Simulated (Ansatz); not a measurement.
# Lattice heat capacity of GaAs and GaP against T/θ: a test of one Debye temperature per crystal in LDA

A transient thermal model of a GaAs or GaP device needs a heat capacity at each temperature, and the decision is whether one Debye temperature θ per crystal can supply it, down to cryogenic operation. Problem: decide whether the two crystals share one curve against T/θ, find where the Debye form fails, and supply the missing GaP value at 150 K. The quantity is the harmonic lattice heat capacity at constant volume, per mole of atoms, from LDA phonons. It is judged against the classical limit of 24.94 J/(mol K) and against the Debye function with θ taken from the second moment of the same phonon spectrum. The test therefore concerns the Debye form, not agreement with experiment.

## Calculations

Known crystals without imaginary modes on mesh or path. The structures stem from measured cells of the Crystallography Open Database, directly or through a relaxation at another level; cell and atoms were relaxed at zero pressure at each row's own level, inside the symmetry of the start, with no thermal or zero-point expansion. Program: Ansatz 0.2.0, plane waves, LDA, the program's default PAW potentials, scalar-relativistic without spin-orbit coupling, no spin polarisation. Wave-function cutoff 420 eV (the default for the potentials of each cell); on the k meshes (Γ-centred) the least product of divisions and cell-vector length runs from 30 to 48 Å, relaxations included. Residual pressures at rest stay under 0.01 GPa. Occupations: fixed. Harmonic modes at natural masses come from linear response (density functional perturbation theory), with the acoustic sum rule imposed. The sums run over phonons interpolated from the q mesh of each crystal (span 9 Å or more), at the static cell. The tabled runs alone: cutoff 420 eV, k length 30 to 48 Å. Warnings of the programs on runs behind the rows: phonon interpolation lacks quadrupole term (all rows). The rows are a selection of points from finer curves.

Notes on method and selection:

- The second moment fixes the approach to the classical limit: C ≈ 3R(1 − θ²/(20T²)). At low T the lowest branches decide.
- Harmonic lattice part alone: no electronic or expansion terms. The 50 K rows are the least sure on these meshes.
- Runs that did not converge, have known faults or may not be shown are not listed, and runs on Ansatz's PAW sets soft_1 and soft_2 are kept to separate tables.

Columns:

- T over θ: temperature over the second-moment Debye temperature of the crystal.
- Debye temperature (K): Debye temperature from the second moment of the phonon density of states, (ħ/k)·√(5⟨ω²⟩/3).
- mass ratio: heaviest over lightest atomic mass.
- heat capacity (J/(mol K)): harmonic lattice heat capacity at constant volume per mole of atoms (classical limit 24.94).
- entropy (J/(mol K)): harmonic vibrational entropy per mole of atoms.

## Data

| member | crystal | T over θ | temperature (K) | Debye temperature (K) | mass ratio | heat capacity (J/(mol K)) | entropy (J/(mol K)) |
| --- | --- | --- | --- | --- | --- | --- | --- |
| 50 K | GaAs (zinc-blende) | 0.136 | 50 | 369 | 1.07 | 6.83 | 3.68 |
| 100 K | GaAs (zinc-blende) | 0.271 | 100 | 369 | 1.07 | 14.61 | 10.96 |
| 150 K | GaAs (zinc-blende) | 0.407 | 150 | 369 | 1.07 | 19.04 | 17.83 |
| 200 K | GaAs (zinc-blende) | 0.542 | 200 | 369 | 1.07 | 21.27 | 23.65 |
| 300 K | GaAs (zinc-blende) | 0.813 | 300 | 369 | 1.07 | 23.18 | 32.70 |
| 500 K | GaAs (zinc-blende) | 1.355 | 500 | 369 | 1.07 | 24.28 | 44.86 |
| 800 K | GaAs (zinc-blende) | 2.168 | 800 | 369 | 1.07 | 24.68 | 56.38 |
| 50 K | GaP (zinc-blende) | 0.097 | 50 | 517 | 2.25 | 4.77 | 2.16 |
| 100 K | GaP (zinc-blende) | 0.193 | 100 | 517 | 2.25 | 10.91 | 7.43 |
| 150 K | GaP (zinc-blende) | 0.290 | 150 | 517 | 2.25 | ? | ? |
| 200 K | GaP (zinc-blende) | 0.387 | 200 | 517 | 2.25 | 18.64 | 17.74 |
| 300 K | GaP (zinc-blende) | 0.580 | 300 | 517 | 2.25 | 21.69 | 25.97 |
| 500 K | GaP (zinc-blende) | 0.967 | 500 | 517 | 2.25 | 23.67 | 37.63 |
| 800 K | GaP (zinc-blende) | 1.547 | 800 | 517 | 2.25 | 24.43 | 48.96 |

Cells marked ? are withheld until the estimate has been made.

## The trend and its physics

Solution, first part. At 100 K the crystals differ by 14.61 − 10.91 = 3.70 J/(mol K). Scaling by θ removes most of such differences. Measured from a parabola through the three nearest GaAs rows, GaP lies only about 0.1 higher at T/θ = 0.387 and about 0.4 higher at 0.193. The two sets thus lie close to one curve, with GaP perhaps slightly higher at the cold end.

At the warm end the agreement follows from the definition of θ. The expansion C ≈ 24.94 × (1 − θ²/(20T²)) gives 24.94 × (1 − 1/(20 × 0.967²)) = 23.61 for GaP at 500 K, against 23.67 in the table.

A shared curve need not be a Debye curve. The Debye function, C = 9R(T/θ)³ ∫ x⁴eˣ/(eˣ − 1)² dx from 0 to θ/T with R = 8.314 J/(mol K), falls only about 0.4 below the GaP row at T/θ = 0.387 and about 0.9 below the GaAs row at 0.271. At 0.193 it gives roughly 8.7, and GaP lies 2.2 higher, an excess of a quarter. At 50 K both crystals are further above it in proportion, though those rows are the least sure on these phonon meshes. One θ therefore serves well from roughly 0.4 upwards and fails clearly near 0.2. A caveat on θ itself: for both crystals a separate zone-centre run carries a warning about how well the k mesh resolves the response to an electric field, which bears on the splitting of the polar optical modes and so, weakly, on the second moment.

The accepted cause, which the table does not resolve by branch, lies in the shape of the spectrum. The second moment gives most weight to the high optical modes, whereas the cold heat capacity comes from the low transverse acoustic branches, which in zinc-blende crystals are soft and flat over much of the zone. They fill earlier than a Debye spectrum with the same second moment allows.

The light phosphorus atom raises θ. With rough masses of 70, 75 and 31 for Ga, As and P and equal force constants, the expected ratio is √[(1/70 + 1/31)/(1/70 + 1/75)] = 1.3. The table gives 517/369 = 1.40, which leaves room for somewhat stiffer bonds in GaP.

## An estimate before looking

Plain estimates from the members shown:

- 150 K (GaP (zinc-blende)), straight-line interpolation between 100 K and 200 K: w = (0.290 − 0.193) / (0.387 − 0.193) = 0.500, so 10.91 + 0.500 × (18.64 − 10.91) = 14.77 J/(mol K)
- 150 K (GaP (zinc-blende)), from its own GaAs (zinc-blende) value plus the mean shift GaP (zinc-blende) − GaAs (zinc-blende) over the other 6 members (−1.79, standard deviation 1.2): 19.04 − 1.79 = 17.25 J/(mol K)

Second part. The straight line between 100 and 200 K gives 14.77, but the heat capacity bends downwards over this range; the same line for GaAs gives (14.61 + 21.27) / 2 = 17.94 against 19.04. The mean-shift estimate, 17.25, is too high, because its shift of −1.79 is diluted by the warm rows, while the neighbouring shifts are 10.91 − 14.61 = −3.70 at 100 K and 18.64 − 21.27 = −2.63 at 200 K.

The entropy column offers a tighter route. Since dS/dT = C/T, the entropy gained between 100 and 200 K fixes the area under C/T, and Simpson's rule turns that area into the midpoint value:

C(150) = (150/4) × [6ΔS/100 − C(100)/100 − C(200)/200].

For GaP, ΔS = 17.74 − 7.43 = 10.31, so

C(150) = (150/4) × (6 × 10.31/100 − 10.91/100 − 18.64/200) = 15.61 J/(mol K).

The same construction on GaAs gives (150/4) × (6 × (23.65 − 10.96)/100 − 14.61/100 − 21.27/200) = 19.09 at 150 K, against 19.04 in the table. Applied between 50 and 150 K it gives (100/4) × (6 × (17.83 − 3.68)/100 − 6.83/50 − 19.04/150) = 14.64 at 100 K, against 14.61. The misses of 0.05 and 0.03 have a root mean square of 0.04, which is taken as the error. No further shift for mass or bonding is needed, because GaP's own entropy already contains its phonon spectrum.

The result lies above the Debye value of about 14.7 at T/θ = 0.290, as the excesses at 100 and 200 K require.

**Committed estimate, 150 K (GaP (zinc-blende)): heat capacity = 15.61 ± 0.04 J/(mol K).**

## The answer

| member | crystal | T over θ | temperature (K) | Debye temperature (K) | mass ratio | heat capacity (J/(mol K)) | entropy (J/(mol K)) |
| --- | --- | --- | --- | --- | --- | --- | --- |
| 150 K | GaP (zinc-blende) | 0.290 | 150 | 517 | 2.25 | 15.61 | 12.80 |

| member | estimate | heat capacity (J/(mol K)) | computed | estimate − computed | miss in error bars |
| --- | --- | --- | --- | --- | --- |
| 150 K (GaP (zinc-blende)) | committed | 15.61 | 15.61 | 0.00 | 0.0 |
| 150 K (GaP (zinc-blende)) | interpolation | 14.77 | 15.61 | −0.84 |  |
| 150 K (GaP (zinc-blende)) | shift from GaAs (zinc-blende) | 17.25 | 15.61 | +1.64 |  |

The computed value is 15.61 J/(mol K), equal to the estimate at the printed precision and so inside the error bar of 0.04. Both plain estimates did worse: the straight line fell 0.84 short because it ignores the bend of the curve, and the mean shift from GaAs came out 1.64 too high because it mixes in the small shifts of the warm rows.

The entropy route held, but it rests on dS/dT = C/T and on a smooth curve, so its success says nothing about which phonons store the heat. The new value itself says more. The Debye function gives about 14.7 at T/θ = 0.290, so the computed value lies 0.9 higher, between the excesses of 2.2 at 0.193 and 0.4 at 0.387. This steady growth on cooling is what low transverse acoustic branches produce when θ is set mainly by the optical modes.

## Exceptions

The 50 K rows lie farthest from the Debye form. With each crystal's own θ it gives about 1.7 J/(mol K) for GaP and 4.2 for GaAs, against 4.77 and 6.83 in the table, so the excesses are about 3.1 and 2.6. GaP at 100 K follows with 2.2. All three are positive, as expected when soft transverse acoustic modes fill early. The 50 K values are the least certain on these phonon meshes, but the same sign at 100 and 150 K shows that the excess is not confined to them.

The two crystals also part from each other on cooling. A parabola through the three coldest GaP rows gives 7.4 at T/θ = 0.136, where GaAs has 6.83, so GaP is higher by about 0.6. At 0.290 GaP lies only about 0.2 above a parabola through the three nearest GaAs rows. The light phosphorus atom can account for the sign: it raises the optical modes, and with them θ, more than it raises the low acoustic modes, in which the heavy gallium atom takes a large part. At equal T/θ the acoustic modes of GaP are therefore more fully excited.

## What to take away

GaAs and GaP share one curve to about 0.2 J/(mol K) from T/θ = 0.29 upwards. A single Debye temperature describes that curve well only from about 0.4; for colder operation, down to 50 K, the thermal model should interpolate the tabulated heat capacities, of which the 50 K values are the least sure. For these two crystals, a midpoint between rows 100 K apart follows from the entropies to within 0.05 in the three cases tried.

Warming GaP from 100 to 200 K takes (100/6) × (10.91 + 4 × 15.61 + 18.64) = 1533 J per mole of atoms. With a rough mean atomic mass of 50 g/mol, that is about 31 J/g.

All values hold at constant volume. At constant pressure, thermal expansion adds a positive term that grows with temperature, so it matters most in the warm rows, where the crystals differ little: 24.68 − 24.43 = 0.25 J/(mol K) at 800 K.
